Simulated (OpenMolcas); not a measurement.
PH2 (SMILES [PH2]): methods side by side

PH2: 3 atoms, total charge 0, spin state doublet. SMILES: `[PH2]`. The shape is that of a GFN2-xTB optimisation.

```xyz
3

P     0.5145   -0.3028    0.2527
H     0.1115    1.0274    0.1724
H    -0.6260   -0.7246   -0.4251
```

Quantity: the energy change with the P1–H3 bond stretched from 1.392 to 3.480 Å, in eV. The values are calculated.

```json
{"level": "UHF/3-21G", "kind": "Hartree–Fock", "program": "OpenMolcas", "value (eV)": "1.88", "less FCI/3-21G": "-0.62", "CPU time (all runs)": "2.8 s"}
{"level": "UB3LYP/3-21G", "kind": "global hybrid", "program": "OpenMolcas", "value (eV)": "3.09", "less FCI/3-21G": "+0.59", "CPU time (all runs)": "7.9 s"}
{"level": "UPBE0/3-21G", "kind": "global hybrid", "program": "OpenMolcas", "value (eV)": "2.99", "less FCI/3-21G": "+0.49", "CPU time (all runs)": "6.9 s"}
{"level": "CASSCF(3,3)/3-21G", "kind": "multireference", "program": "OpenMolcas", "value (eV)": "2.36", "less FCI/3-21G": "-0.14", "CPU time (all runs)": "4.9 s"}
{"level": "FCI/3-21G", "kind": "exact in the basis", "program": "OpenMolcas", "value (eV)": "2.50", "less FCI/3-21G": "0.00", "CPU time (all runs)": "7.1 s"}
```

FCI/3-21G is exact within its basis and frozen core, so for wave-function methods in that basis the difference is their error; functionals converge differently with the basis, so for them it is only a difference. The first shape isn't each level's own minimum. The values span 1.88 to 3.09 eV. Spin contamination of the reference (⟨S²⟩ at least 0.1 too high) touches UHF/3-21G, UB3LYP/3-21G, UPBE0/3-21G. All rows use very small basis sets, so even the best lies far from the true value. Times are those of the runs behind each value, whatever else they computed, on shared processors of several kinds: orders of magnitude only.

Stretching the P–H bond costs least in UHF, 1.88 eV against 2.50 eV for FCI, because the method leaves out the correlation of the bonding pair, which is largest near equilibrium and fades as the electrons separate onto PH and H. CASSCF(3,3) recovers most of that deficit. Its active space presumably holds the σ and σ* orbitals and the singly occupied phosphorus 3p orbital, so the remaining -0.14 eV mainly reflects dynamic correlation involving the other valence electrons.

Spin contamination need not ruin the stretched end: triplet PH and a hydrogen atom couple to a doublet and a quartet that become degenerate at separation, so mixing them costs little energy there. The two hybrids lie above FCI, probably because their density-based correlation depends less on the polarisation functions that this basis lacks. Their offset therefore doesn't establish overbinding, nor does the closeness of CASSCF to FCI make it the better guide to the real bond strength. A single stretched point also leaves open whether the curve has levelled off.
